## Response of the maximum efficiency of a SiGe couple

A SiGe couple works between $T_c = 570$ K and $T_h = 1270$ K. How does its efficiency respond when the thermal conductivity, the contacts, either temperature or the load is changed?

**Model.** The couple has Seebeck coefficient $\alpha=\alpha_p-\alpha_n>0$, series resistance $R$ and parallel thermal conductance $K$, all independent of temperature. With $\Delta T=T_h-T_c$, load $R_L=mR$ and current $I=\alpha\Delta T/[R(1+m)]$,

$$Q_h=\alpha T_hI+K\Delta T-\tfrac12I^2R,\qquad P=I^2R_L=I(\alpha\Delta T-IR).$$

Set $Z=\alpha^2/RK$, $T_m=(T_h+T_c)/2$, $M=\sqrt{1+ZT_m}$, $\eta_C=\Delta T/T_h$ and $r=T_c/T_h$. Inserting $I$ into $\eta=P/Q_h$ and completing the square gives

$$\frac{\eta_C}{\eta}=\frac{1}{ZT_h}\left[ZT_h+2+2M+\frac{(m-M)^2}{m}\right].$$

The bracket is least at $m=M$. There $ZT_h=2(M^2-1)/(1+r)$ yields

$$\eta_{\max}=\eta_C\,\frac{M-1}{M+r}.$$

**Inputs.** Take legs of equal length $L$ and area $A$, with approximate averages $\pm250\ \mu$V/K, $\rho=2.5$ m$\Omega$ cm and $\kappa=4.0$ W m$^{-1}$ K$^{-1}$, chosen to give a $ZT_m$ typical of bulk SiGe. Since $RK=4\rho\kappa$, $Z=6.25\times10^{-4}$ K$^{-1}$. With $T_m=920$ K, $ZT_m=0.575$, $M=1.255$, $\eta_C=0.551$, $r=0.449$ and $\eta_{\max}=8.25\,\%$. The third figure serves only to compare cases within the model.

**Reasoning.** For $ZT_m\ll1$, $\eta_{\max}\to Z\Delta T/4$, linear in $Z$, whereas for large $Z$ it saturates at $\eta_C$. The response to $Z$ is therefore positive, and differentiation shows it to be sublinear:

$$s=\frac{\partial\ln\eta_{\max}}{\partial\ln Z}=\frac{(M+1)(1+r)}{2M(M+r)}=0.764.$$

(a) Lowering $\kappa$ by 20 % at fixed $\alpha^2/\rho$ raises $Z$ by 25 %, and the efficiency by somewhat less than $s$ times that.

(b) Contacts of $\rho_c=25\ \mu\Omega$ cm$^2$ at both ends of legs with $L=2$ mm (illustrative values) raise $R$ by the fraction $2\rho_c/\rho L=0.10$. The hot contacts return their Joule heat to the source and the cold ones pass theirs to the sink, so the factor $\tfrac12$ survives and $Z$ simply falls by 9.1 %. Without contacts $L$ cancels from $RK$ and has no effect.

(c, d) Raising $T_h$ or lowering $T_c$ by 50 K widens $\Delta T$ equally. As $\eta$ is stationary in $I$ at the optimum, $I$ may be held fixed to first order. Both changes then add the same amounts to $P$ and to $K\Delta T$, but only heating enlarges the Peltier term $\alpha T_hI$. Cooling should win by $\alpha I/Q_h$ per kelvin. With $D=MT_h+T_c=2164$ K,

$$\frac{\partial\ln\eta_{\max}}{\partial T_h}=\frac1{\Delta T}+\frac{s}{2T_m}-\frac MD,\qquad -\frac{\partial\ln\eta_{\max}}{\partial T_c}=\frac1{\Delta T}-\frac{s}{2T_m}+\frac1D .$$

These equal $1.26\times10^{-3}$ and $1.48\times10^{-3}$ K$^{-1}$. Their difference is $\alpha I/Q_h=(M^2-1)/MD=2.1\times10^{-4}$ K$^{-1}$.

(e) Moving the load to $m=1$, where the power at fixed $\Delta T$ peaks, costs efficiency only in second order, about $(M-1)^2/(ZT_h+2+2M)$ with denominator 5.30. Since $P\propto m/(1+m)^2$, the power rises by 1.3 %.

**Calculation.** The estimates use the slopes above, or the quadratic term in (e). The full values come from $\eta_{\max}$ with the load re-optimised, and in (e) from $\eta(m)$.

| Change | $M$ | $\eta$ (%) | $\delta\eta/\eta$, estimate (%) | $\delta\eta/\eta$, full (%) |
|---|---|---|---|---|
| (a) $\kappa=3.2$ W m$^{-1}$ K$^{-1}$ | 1.311 | 9.74 | 19.1 | 18.1 |
| (b) contacts | 1.234 | 7.66 | $-6.9$ | $-7.1$ |
| (c) $T_h=1320$ K | 1.261 | 8.77 | 6.3 | 6.3 |
| (d) $T_c=520$ K | 1.249 | 8.86 | 7.4 | 7.4 |
| (e) $R_L=R$ | 1.255 | 8.15 | $-1.2$ | $-1.2$ |

Every sign is as predicted. The linear estimate overstates the gain in (a) and understates the loss in (b) because $\eta_{\max}$ is concave in $Z$.

**Limits.** The lead of (d) over (c) is only 1.1 % of $\eta$. Shifting either end also shifts the temperature-averaged $Z$, which the model ignores together with the Thomson heat. An effective $Z$ higher by 1.4 % in (c) than in (d), the lead divided by $s$, would cancel it, so this ranking belongs to the model and not to SiGe. The 8.25 % is likewise the model's: complete SiGe generators over this span typically reach about 6.5 %, so the model lies high by roughly a quarter, omitting contact resistance, interface temperature drops and heat that bypasses the legs.